All-electron Dirac Kohn-Sham calculations with Quantum ESPRESSO ld1.x 7.5, using LDA (Slater exchange, VWN5 correlation), spin-unpolarised spherical densities and a point nucleus. Charge is removed from the 5s1/2 level of Tc⁺ (Z = 43), which starts as [Kr] (4d3/2)4 (4d5/2)1 (5s1/2)1.

## Analysis program

```python
# Table: energy change, 5s eigenvalue and 5s mean radius of Tc+ as a fraction x of the 5s electron is removed;
# Quantum ESPRESSO ld1.x, all-electron Dirac Kohn-Sham, LDA-VWN5, spin-unpolarised, spherical.
# Tested: Janak consistency, parabolic sag from U, U against F0 ~ c/<r>, hydrogenic radius rival, 4d screening.
T = {
    'electrons_removed': [0.0, 0.2, 0.4, 0.6, 0.8, 1.0],  # electrons
    'energy_change': [0.0, 2.4755, 5.2273, 8.2587, 11.572, 15.168],  # eV
    'emptied_level_eigenvalue': [-11.694, -13.065, -14.455, -15.86, -17.274, -18.688],  # eV
    'emptied_level_mean_radius': [3.009, 2.965, 2.923, 2.883, 2.843, 2.803],  # bohr
    'off_line': [0.0, -0.558, -0.84, -0.842, -0.563, 0.0],  # eV
}
import numpy as np
from scipy.interpolate import CubicSpline
from scipy.constants import physical_constants as pc
Ha = pc['Hartree energy in eV'][0]
a = lambda key: np.array(T[key], float)
x, E, r, off = a('electrons_removed'), a('energy_change'), a('emptied_level_mean_radius'), a('off_line')
g = -a('emptied_level_eigenvalue')
f = lambda v, d=3: ' '.join(f'{q:.{d}f}' for q in v)
sp = CubicSpline(x, g); jan = sp.antiderivative()(x) - E
print('Janak: integral(-eps) - E [eV]:', f(jan, 4), '| floor ~0.001')
I = E[-1]; Um = g[-1] - g[0]
print(f'I = {I:.3f} eV; mean U = {Um:.3f} eV/e; U/2 = {Um/2:.3f}; U/8 = {Um/8:.3f} eV')
print(f'rival constant eps: -eps(0)-I = {g[0]-I:.3f} eV ({100*(g[0]/I-1):.1f}%), -eps(1)-I = {g[-1]-I:.3f} eV')
xm = (x[1:] + x[:-1])/2; U = np.diff(g)/np.diff(x); dU = np.diff(U)
print('interval midpoints x:', f(xm, 1))
print('U = d(-eps)/dx [eV/e]:', f(U), '| floor 0.005')
print('steps of U [eV/e]:', f(dU), '| floor 0.010')
print('U from 2nd difference of E, x=0.2..0.8:', f(np.diff(E, 2)/np.diff(x)[0]**2), '| floor 0.005-0.04')
k = (U[-1] - U[0])/(xm[-1] - xm[0])
print(f'mean drift k = {k:.3f} eV/e^2; U rises {100*(U[-1]/U[0]-1):.1f}% first to last interval')
par = -Um/2*x*(1 - x); cub = par - k/6*x*(1 - x)*(x - 0.5)
print('off_line table [eV]:', f(off), '| floor 0.001')
print('parabola [eV]:      ', f(par), '| resid', f(off - par))
print('with drift k [eV]:  ', f(cub), '| resid', f(off - cub))
print(f'asymmetry off(0.8)-off(0.2) = {off[4]-off[1]:.3f}, model {cub[4]-cub[1]:.4f} eV')
gm = float(sp(0.5)); ge = (g[0] + g[-1])/2
print(f'Slater -eps(0.5) interpolated {gm:.3f}, error {gm-I:.3f} (-k/24 = {-k/24:.3f}) eV')
print(f'end-point mean {ge:.3f}, error {ge-I:.3f} (k/12 = {k/12:.3f}) eV')
# further output of the same runs, at x = 0.2 and 0.8 (hartree, bohr)
F0 = np.array([0.30375, 0.31654]); ii = [1, 4]; dx = x[4] - x[1]
c = F0*r[ii]; Ul = np.array([(g[i+1] - g[i-1])/(x[i+1] - x[i-1]) for i in ii])
print('F0(5s,5s) x=0.2,0.8 [eV]:', f(F0*Ha), '| F0*<r> [a.u.]:', f(c, 4))
print('local U there [eV/e]:', f(Ul), '| U/F0', f(Ul/(F0*Ha)), '| F0-U', f(F0*Ha - Ul))
print(f'x=0.2->0.8: F0 rises {100*(F0[1]/F0[0]-1):.1f}%, U rises {100*(Ul[1]/Ul[0]-1):.1f}%')
Fm = c.mean()*Ha/((r[1:] + r[:-1])/2); s = (U @ Fm)/(Fm @ Fm)
print('F0 ~ c/<r> per interval [eV]:', f(Fm), '| floor ~0.003 (ends extrapolated)')
print('U/F0:', f(U/Fm), '| F0-U [eV]:', f(Fm - U))
print('bare F0 excess over U [%]:', f(100*(Fm/U - 1), 1))
print(f'fixed fraction s = {s:.3f}; resid U - s*F0:', f(U - s*Fm), f'worst x={xm[np.argmax(abs(U-s*Fm))]:.1f}')
print('constant U resid:', f(U - Um))
p = np.polyfit(np.log(g), np.log(r), 1)[0]
print(f'radius change {100*(r[-1]/r[0]-1):.1f}%, |eps| change {100*(g[-1]/g[0]-1):.1f}%; steps', f(np.diff(r)), 'floor 0.001')
print(f'exponent r~|eps|^p: {p:.3f} (hydrogenic -0.5 gives r(1) = {r[0]*(g[0]/g[-1])**0.5:.3f}, table {r[-1]:.3f} bohr)')
lev = {'3s': (-19.339, -19.531, None), '4s': (-3.0331, -3.225, None), '4p3/2': (-1.9712, -2.1629, (0.38088, 0.39466)),
       '4d3/2': (-0.5892, -0.7754, (0.36297, 0.37626)), '4d5/2': (-0.5782, -0.7641, (0.36223, 0.37554)),
       '5s': (-0.4801, -0.6348, tuple(F0))}
for n, (e1, e2, F) in lev.items():
    sh = (e1 - e2)/dx*Ha
    print(f'shift {n}: {sh:.2f} eV/e' + (f'; mean F0(5s,{n}) {np.mean(F)*Ha:.2f} eV; ratio {sh/np.mean(F)/Ha:.3f}' if F else ''))
b5 = (1 - x[4])*0.45336 - (1 - x[1])*0.43321; fr = -dx*(0.45336 + 0.43321)/2
b4d = 4*(0.82243 - 0.81152) + (0.81343 - 0.80206); b4p = 2*(1.1807 - 1.1804) + 4*(1.1435 - 1.143)
print(f'<1/r> budget [1/bohr]: 5s removal {fr:.3f}, 5s shrink {b5-fr:.3f}, 4d {b4d:.3f}, 4p {b4p:.3f}')
print(f'sum {b5+b4d+b4p:.3f}; total output {240.19-240.39:.2f} (floor 0.01); 3s shift {-19.531+19.339:.3f} Ha')
print(f'at nucleus: bare {-fr/dx*Ha:.2f} eV/e, 4d gives back {b4d/dx*Ha:.2f} eV/e ({100*b4d/-fr:.0f}%)')
print(f'4d3/2 <r> change {100*(1.6247/1.6564-1):.1f}%; 5s above 4d5/2 by {(0.5782-0.4801)*Ha:.2f}, {(0.7641-0.6348)*Ha:.2f} eV')
assert abs(jan).max() < 0.003
assert np.all(off[1:-1] < 0) and abs(off - par).max() < 0.01
assert np.all(U < Fm) and np.all(np.diff(Fm - U) > 0)
assert dU[0] - dU[-1] > 0.02 and -0.5 < p < 0
```

Running it gives:

```
Janak: integral(-eps) - E [eV]: 0.0000 0.0001 -0.0000 -0.0001 -0.0001 0.0002 | floor ~0.001
I = 15.168 eV; mean U = 6.994 eV/e; U/2 = 3.497; U/8 = 0.874 eV
rival constant eps: -eps(0)-I = -3.474 eV (-22.9%), -eps(1)-I = 3.520 eV
interval midpoints x: 0.1 0.3 0.5 0.7 0.9
U = d(-eps)/dx [eV/e]: 6.855 6.950 7.025 7.070 7.070 | floor 0.005
steps of U [eV/e]: 0.095 0.075 0.045 -0.000 | floor 0.010
U from 2nd difference of E, x=0.2..0.8: 6.907 6.990 7.048 7.068 | floor 0.005-0.04
mean drift k = 0.269 eV/e^2; U rises 3.1% first to last interval
off_line table [eV]: 0.000 -0.558 -0.840 -0.842 -0.563 0.000 | floor 0.001
parabola [eV]:       -0.000 -0.560 -0.839 -0.839 -0.560 -0.000 | resid 0.000 0.002 -0.001 -0.003 -0.003 0.000
with drift k [eV]:   0.000 -0.557 -0.838 -0.840 -0.562 -0.000 | resid 0.000 -0.001 -0.002 -0.002 -0.001 0.000
asymmetry off(0.8)-off(0.2) = -0.005, model -0.0043 eV
Slater -eps(0.5) interpolated 15.156, error -0.012 (-k/24 = -0.011) eV
end-point mean 15.191, error 0.023 (k/12 = 0.022) eV
F0(5s,5s) x=0.2,0.8 [eV]: 8.265 8.613 | F0*<r> [a.u.]: 0.9006 0.8999
local U there [eV/e]: 6.902 7.070 | U/F0 0.835 0.821 | F0-U 1.363 1.543
x=0.2->0.8: F0 rises 4.2%, U rises 2.4%
F0 ~ c/<r> per interval [eV]: 8.201 8.321 8.439 8.557 8.678 | floor ~0.003 (ends extrapolated)
U/F0: 0.836 0.835 0.832 0.826 0.815 | F0-U [eV]: 1.346 1.371 1.414 1.487 1.608
bare F0 excess over U [%]: 19.6 19.7 20.1 21.0 22.7
fixed fraction s = 0.829; resid U - s*F0: 0.059 0.055 0.033 -0.020 -0.121 worst x=0.9
constant U resid: -0.139 -0.044 0.031 0.076 0.076
radius change -6.8%, |eps| change 59.8%; steps -0.044 -0.042 -0.040 -0.040 -0.040 floor 0.001
exponent r~|eps|^p: -0.150 (hydrogenic -0.5 gives r(1) = 2.380, table 2.803 bohr)
shift 3s: 8.71 eV/e
shift 4s: 8.70 eV/e
shift 4p3/2: 8.69 eV/e; mean F0(5s,4p3/2) 10.55 eV; ratio 0.824
shift 4d3/2: 8.44 eV/e; mean F0(5s,4d3/2) 10.06 eV; ratio 0.840
shift 4d5/2: 8.43 eV/e; mean F0(5s,4d5/2) 10.04 eV; ratio 0.840
shift 5s: 7.02 eV/e; mean F0(5s,5s) 8.44 eV; ratio 0.831
<1/r> budget [1/bohr]: 5s removal -0.266, 5s shrink 0.010, 4d 0.055, 4p 0.003
sum -0.198; total output -0.20 (floor 0.01); 3s shift -0.192 Ha
at nucleus: bare 12.06 eV/e, 4d gives back 2.49 eV/e (21%)
4d3/2 <r> change -1.9%; 5s above 4d5/2 by 2.67, 3.52 eV
```
